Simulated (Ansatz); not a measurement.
Ligand exchange: C4H9Br + GeH3I → C4H9I + GeH3Br

Species: C4H9Br (2-bromo-2-methylpropane) `CC(C)(C)Br`, singlet; GeH3I `[GeH3][I]`, singlet; C4H9I (tert-butyl iodide) `CC(C)(C)I`, singlet; GeH3Br `[GeH3][Br]`, singlet. The partners trade Br for I: C–Br and Ge–I bonds give way to C–I and Ge–Br.

Shapes, held fixed at every level: PBE0-D4/def2-TZVP. Programs: Ansatz 0.2.0. The zero-point and thermal change to 298 K, harmonic and unscaled (PBE0-D4/def2-TZVP), is -0.2 kJ/mol.

```tsv
level	kind	ΔH(298 K) (kJ/mol)	less CCSD(T)/def2-TZVPP
HF/def2-TZVPP	Hartree–Fock	+4.1	+7.0
r2SCAN-D4/def2-TZVPP	meta-GGA	+0.9	+3.8
B3LYP-D4/def2-TZVPP	global hybrid	-0.7	+2.2
BHLYP-D4/def2-TZVPP	global hybrid	+0.6	+3.5
r2SCAN0-D4/def2-TZVPP	global hybrid	+2.2	+5.1
B2PLYP/def2-TZVPP	double hybrid	-0.4	+2.5
CCSD(T)/def2-SVP	coupled cluster or CI	+1.6	+4.5
CCSD(T)/def2-TZVPP	coupled cluster or CI	-2.9	0.0
```

The highest level, CCSD(T)/def2-TZVPP, gives ΔH(298 K) = -2.9 kJ/mol; the levels span -2.9 to +4.1. That is about zero within the method's error. They disagree on the sign: 5 of 8 are positive. The column of differences is taken from that level and isn't an error. No measured value is set beside it here. For atoms past krypton def2 sets carry core potentials with scalar relativity. Relativity is left out for Br, Ge. Outer-core shells of Br, Ge, I are correlated in most correlated rows, in sets that cover them unevenly.

The exchange is close to thermoneutral, and no preferred side can be assigned. Each side keeps one bond to bromine and one to iodine, so the cost of replacing C–Br by the weaker C–I is largely repaid when Ge–I becomes Ge–Br. What remains is the difference between carbon and germanium in their preference for the lighter halogen. Germanium's lower electronegativity favours the more polar Ge–Br bond, while crowding at the tertiary carbon favours the smaller bromine there; these opposing effects probably leave little net drive.

With the same basis, going from Hartree–Fock to CCSD(T) lowers the enthalpy by 7.0 kJ/mol and reverses its sign, perhaps partly because correlation captures the attraction between iodine and the methyl groups. Enlarging the coupled-cluster basis also reverses the sign, so the negative value at the highest level doesn't establish an exothermic reaction. The thermal term is too small to decide the matter. Near-thermoneutrality also says nothing about how readily the halogens exchange, which depends on the barrier.
